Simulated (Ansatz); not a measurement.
Ir: energy along a strain

Ir, Fm-3m, a = 3.839 Å (as given, not relaxed at this level: -2.6 GPa). Ansatz: PBEsol, PAW, 420 eV, Γ-centred 22×22×22 mesh on 1 atom, Gaussian smearing 0.15 eV; no spin polarisation. Cell vectors (Å): 0.000 1.920 1.920; 1.920 0.000 1.920; 1.920 1.920 0.000. The cell is strained by x per cent times the pattern (0 0 0 0 0 1) in the order xx yy zz yz xz xy (engineering shears), with fractional coordinates held. y is the free energy over the start, V0 = 14.149 Å³/atom. Symmetry makes y even in x.

```tsv
x (%)	y (meV/atom)
-2.00	?
-1.00	1.21
0.00	0.00
0.25	0.07
0.50	0.30
0.75	0.68
1.25	1.88
1.50	2.72
1.75	3.70
```

**Question.** Fit y = c2 x² + c4 x⁴ to the other rows, get the stiffness along the pattern, and predict the missing energy.

**Answer.** Least squares on the rows shown. y = 1.205 x² + 0.0009808 x⁴. The clamped-ion stiffness p·C·p = 2 × 12.05 eV × 160.2 / 14.149 Å³ = 273 GPa, which is C66 in these axes (C44 of the cubic crystal) (second derivative at the start, which stands under stress). At x = -2.00 the fit asked for gives 4.84 meV/atom. The run gave 4.83 meV/atom, so the fit is 0.01 meV/atom too high, a small miss on the scale of the series.

Spin–orbit coupling is left out, which can shift energies with elements as heavy as these.

The energy rises almost purely quadratically, so the lattice responds harmonically to this shear throughout the sampled range. The quartic term contributes only about the last printed digit even at the largest fitted strain, so its coefficient is barely resolved and says little about real anharmonicity. The good prediction at -2.00 % mainly confirms the quadratic term.

A stiffness of 273 GPa is very large for an fcc metal, in keeping with iridium's known resistance to shear. The likely origin is the partly filled 5d shell: its extended orbitals overlap strongly, and the resulting d–d bonding has an angular character that penalises changes in bond direction as well as in bond length. A nearly free-electron metal lacks most of this resistance. Holding the fractional coordinates costs nothing here, because with one atom per primitive cell there is no internal displacement to relax. The positive curvature shows stability against this homogeneous shear only, leaving the tetragonal shear, and hence the elastic anisotropy, undetermined.
